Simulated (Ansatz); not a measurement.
# A series in volume per atom on YTe

Periodic Kohn-Sham DFT of a crystal at fixed atoms; pressure and stress are positive in compression; the energy is the free energy less that of spherical unpolarised free atoms; site moments are those in the method's own spheres, positive along +z. The results are calculated, by Ansatz 0.2.0.

Cell of the first row (space group Fm-3m, No. 225):
```
cell vectors (Å)
   0.0000     2.9853     2.9853
   2.9853     0.0000     2.9853
   2.9853     2.9853     0.0000
atoms (fractions of the cell vectors)
Y   0.00000  0.00000  0.00000
Te  0.50000  0.50000  0.50000
```

Settings of every row: method frozen-core PAW; functional PBEsol; relativity scalar; k mesh 12x12x12; filling fermi-dirac; smearing width 0.05 eV; wave cutoff 420 eV; paw set soft_2.

Atom start moment: 0 on all atoms.

Limits: PAW files made with PBE; no spin-orbit coupling on heavy atoms.

```
row  volume per atom (Å³)  pressure (GPa)
  1                26.605           4.205
  2                27.171            2.46
  3                27.737           0.894
  4                 28.02           0.172
  5                28.303               ?
  6                28.586          -1.161
  7                28.869          -1.775
  8                29.435          -2.908
  9                30.001          -3.925
```

Question: what pressure should row 5 give?

Worked fit of pressure. Take u = (V_r/V)^(2/3) − 1 with V_r = 28.303 Å³ an atom, which is twice the finite (Eulerian) strain; such expansions in the strain, on which the Birch-Murnaghan equation of state is built, carry the rest volume and the bulk modulus. The shown rows have u = 0.04211, 0.02759, 0.01356, 0.00672, -0.00661, -0.01311, -0.02581, -0.0381. Least squares give pressure = −0.5125 + 99.89 × u + 279.18 × u² + 214 × u³ GPa; a parabola predicts inner rows, each left out in turn, worse (root mean square 0.0035 against 0.00064 GPa). The rows lie off it by 0.000, 0.000, 0.000, 0.001, 0.000, 0.000, 0.000, 0.000. The pressure vanishes at u = 0.0051, or V = 28.09 Å³ an atom, and there the bulk modulus at fixed shape and fractions is B = −V dP/dV = (2/3)(1 + u) dP/du = 68.8 GPa. The withheld row has u = 0, so the fit gives −0.5125 + 99.89 × (0) + 279.18 × (0)² + 214 × (0)³ = -0.512 GPa.

The calculation gave -0.513 GPa. The fit lies 0.001 GPa (0.012 % of the column's range) above it, one unit of the last digit.
